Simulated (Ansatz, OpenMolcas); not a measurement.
How methods differ on CH5FOSn (SMILES [CH3][SnH]([OH])[F])

CH5FOSn has 9 atoms, charge 0, and is taken as a singlet. As SMILES, `[CH3][SnH]([OH])[F]`. The coordinates come from a PBE0-D4/def2-TZVP relaxation. This is one conformer, not always the lowest.

Quantity: the vertical ionisation energy (to the doublet cation), in eV. The values are calculated.

```
                            level                    kind     program  value (eV)  CPU time (all runs)
  SVWN5/def2-SVP (core potential)                     LDA      Ansatz       10.15                 15 s
  M06-L/def2-SVP (core potential)                meta-GGA  OpenMolcas       10.20              2.3 min
  BHLYP/def2-SVP (core potential)           global hybrid      Ansatz       10.72                 41 s
r2SCAN0/def2-SVP (core potential)         hybrid meta-GGA      Ansatz       10.61                 77 s
  wB97X/def2-SVP (core potential)  range-separated hybrid      Ansatz       10.81              2.7 min
 B2PLYP/def2-SVP (core potential)           double hybrid      Ansatz       10.66                 61 s
RPA@PBE/def2-SVP (core potential)                     RPA      Ansatz       10.14                 55 s
CCSD(T)/def2-SVP (core potential)   coupled cluster or CI      Ansatz       10.69              6.5 min
```

Spin-orbit coupling is left out. The values span 10.14 to 10.81 eV. The coupled-cluster rows rest on a doubtful reference here (large T1 or Brueckner and Hartree–Fock orbitals at odds), and rows may lie in different states. In the correlated wave-function rows the outer d shell of Sn is correlated, in sets not made for it. CPU times are rough (shared hosts, several kinds of processor and program).

The ionisation energies fall into two groups. SVWN5, M06-L and RPA@PBE lie between 10.14 and 10.20 eV, while the hybrids, the double hybrid and CCSD(T) lie between 10.61 and 10.81 eV. Semilocal exchange probably favours a cation hole spread over the oxygen lone pair and the Sn–C bond, but the low RPA value, which includes exact exchange on PBE orbitals, shows that the exchange fraction alone doesn't order the table.

Chemically, the electron most likely comes from an oxygen lone pair mixed with Sn–C σ bonding. The fluorine lone pairs should be bound more tightly because fluorine is more electronegative, and tin(IV) has no lone pair of its own to lose. The closeness of CCSD(T) to the hybrids is suggestive, but doesn't establish which group is more accurate. Since every row uses the same small basis without diffuse functions, agreement between methods can't rule out a shared basis-set error in the absolute ionisation energy.
